For a closed-shell molecule held together by ordinary single bonds, one would naively let each better treatment of electron correlation bring the atomization energy steadily up towards its final value. One would also trust a Monte Carlo result to within its error bar. Neither holds here. Hartree-Fock (HF) is wrong by about 9 eV; MP2, CCSD and one of the two phaseless AFQMC results are each wrong by about half an electronvolt, and not all in the same direction. Only CCSD(T) and AFQMC with the better trial function come within 0.1 eV of the reference.

Calculated values. Atomization energies of CH3OGe(CH3)ClBr (neutral singlet) without zero-point energy, from HF, MP2, coupled cluster and phaseless AFQMC (HF or CISD trial) in the def2-SVP basis, with AFQMC afq 1 (own program) and Ansatz 0.2.0. The molecule uses an RHF determinant and a PBE0/def2-SVP geometry. Correlated levels freeze the cores, including Ge and Br 3d; relativity is omitted.

| level | this level less the reference (released AFQMC, same basis) (meV) | statistical noise, one standard error (meV) |
| --- | --- | --- |
| HF | -9376.0 | 0.00 |
| MP2 | 586.0 | 0.00 |
| CCSD | -538.0 | 0.00 |
| CCSD(T) | -71.0 | 0.00 |
| ph-AFQMC/HF | 485.0 | 56.00 |
| ph-AFQMC/CISD | -28.0 | 14.00 |

A negative error means that the molecule is bound too weakly. HF loses 22% of the reference atomization energy, because it lets electrons of opposite spin move without avoiding one another. Bond formation brings such electrons together in pairs, so the molecule has more correlation energy to lose than its separate atoms. Spread over the eleven bonds, the loss is roughly 0.9 eV per bond.

An atomization energy is a difference, so its error is one too. Let $m$ be the amount by which a level places an energy above the reference. The error in binding is then

$$\Delta = m_{\text{atoms}} - m_{\text{molecule}} .$$

A level can thus be poor for the molecule and still bind well, if it is equally poor for the atoms. It can also be good for the molecule and bind badly.

The simplest guess is that a level recovers the same share $f$ of the correlation energy $C$ on both sides. Each $m$ is then $(1-f)\,C$, and the error becomes

$$\Delta = -(1-f)\,(C_{\text{molecule}} - C_{\text{atoms}}) = (1-f)\,\Delta_{\text{HF}} ,$$

since HF is the case $f=0$. The rule has no fitted constant, and the HF row obeys it by construction. In words, whatever share of the correlation a level fails to recover, it leaves that share of the HF error behind.

MP2 serves as the worked case. Its molecular energy lies 2.37 eV above the reference, out of a correlation energy of 24.55 eV, so it misses just under a tenth. A tenth of the HF error should remain, which gives $(2.37/24.55)\times(-9.38)\approx-0.91$ eV.

The table has +0.59 eV instead, with the opposite sign. MP2 recovers 90% of the correlation energy in the molecule but only 81% in the atoms. The atomic part follows from the formula above, by adding $m_{\text{molecule}}$ to the error in binding. MP2 therefore overbinds because its atoms lie too high, although its molecule lies too high as well.

Theory suggests where this imbalance comes from. Second-order perturbation theory treats each pair of electrons as if the other pairs were not correlating at the same time. This neglect tends to overestimate the correlation energy, while other neglected terms lead to an underestimate. The two probably cancel better in a molecule with many neighbouring pairs than in an open-shell atom, but the numbers show only the imbalance, not this cause.

CCSD couples the pairs and thereby reverses the picture. It recovers nearly 99% of the correlation energy in the atoms and 97% in the molecule, so it underbinds, by almost twice what the equal-share rule predicts. What it mainly lacks is the joint motion of three electrons, the connected triples. The approximate triples in CCSD(T) lower the molecule by 0.63 eV and the atoms by only about 0.17 eV. This fits the physical picture, since three electrons find more close partners among bonds and lone pairs than in separate atoms.

The Monte Carlo rows fail in another way. Phaseless AFQMC samples the correlated state with random walkers whose phases are tied to a trial function. This keeps the noise under control but adds a bias that depends on the quality of the trial. With the HF determinant as trial, the atomization energy is too large by 485 meV, eight times the joint noise of result and reference. The error bar measures the sampling alone and is blind to the bias.

Most of this error, too, comes from the atoms. The molecular energy agrees with the reference within about one and a half times their joint noise, whereas the atoms lie about 0.41 eV too high, with a noise of only 0.03 eV. The molecular run also drifted by nearly two standard errors, so the molecular part is less certain than the noise alone suggests. The atomic part is not affected, because the energy of that run cancels from it. A possible reason for the high atoms, whose runs are not shown, is that a single determinant describes an open p shell, with its nearby s electrons, less well than it describes a closed-shell molecule. The usual warning signs in the molecule would not have revealed the problem: its HF solution is stable and its coupled-cluster amplitudes are small.

A change of trial does reveal it. Replacing the HF determinant by a CISD function lowers the atomization energy by 513 meV, nearly nine times the noise of the difference. No reference is needed to see that at least one of the two results is biased. The CISD result then agrees with the reference to about one joint standard error. That agreement is a mild test, however, because the reference comes from letting go of the constraint in a walk with this same trial, and because references were admitted only if two high-level results agreed closely, which limits how large this error can appear.

The table can't settle which of the two best levels is better. CCSD(T) lies 71 meV below the reference, about three times the reference noise. Yet the molecular reference energy, identified here by its noise, is the lowest of four points of the released walk, and the point before it would reduce this to 25 meV. The printed output gives this comparison, together with the equal-share rule applied to every row.

Germanium compounds with organic and halide ligands serve as precursors for germanium layers in electronic devices. For such chemistry the errors rank the methods but do not give process energies, since the basis is small, the inner d shells are frozen and relativity is left out. An error in total atomization is also not the error of losing one ligand, a step in which most bonds stay intact.

A rough check remains for judging a level when no reference is at hand, though it is tried here on one molecule only: take the step to the next better level as a measure of its error. From HF to MP2, from MP2 to CCSD, from CCSD to CCSD(T), and from the HF to the CISD trial, that step matches the size of the lower level's true error within a factor of two. It is nearly twice too large for MP2, because CCSD errs in the opposite direction. Where two neighbouring levels err alike, the step would be small and the check would miss the error. The step has to be taken in the atomization energy itself, with the atoms included, because in two of these four cases it is the atoms that spoil the result.

The analysis program printed:

```
Energy above the reference and share of correlation recovered:
            row  molecule_meV  atoms_inferred_meV  molecule_percent  atoms_percent
             HF         24550               15174                 0              0
            MP2          2372                2958             90.34          80.51
           CCSD           753                 215             96.93          98.58
        CCSD(T)           121                  50             99.51          99.67
    ph-AFQMC/HF           -76                 409             100.3           97.3
  ph-AFQMC/CISD            44                  16             99.82          99.89
Equal-share rule and noise (meV):
            row  rule_error  departure  joint_noise  error_over_noise  error_with_second_release_point
             HF       -9376          0         22.9            -409.4                            -9330
            MP2      -905.9       1492         22.9             25.59                              632
           CCSD      -287.6     -250.4         22.9            -23.49                             -492
        CCSD(T)      -46.21     -24.79         22.9              -3.1                              -25
    ph-AFQMC/HF       29.03        456         60.5             8.016                              531
  ph-AFQMC/CISD       -16.8      -11.2        26.84            -1.043                               18
HF error as percent of the reference atomization energy: -22.42
Change of atomization energy from HF to MP2 (meV): 9962
Change from MP2 to CCSD (meV): -1124
Change from CCSD to CCSD(T) (meV): 467
Lowering of the molecule by triples (meV): 632
Lowering of the atoms by triples, inferred (meV): 165
AFQMC atomization energy, HF trial less CISD trial (meV): 513
Joint noise of that difference (meV): 57.72
That difference over its noise: 8.887
Part of it from the molecule (meV): 120
Noise of the molecular part (meV): 51.05
Part of it from the atoms, inferred (meV): 393
Noise of the atoms with HF trial, inferred (meV): 27.02
Joint noise of molecule with HF trial and reference (meV): 54.13
```
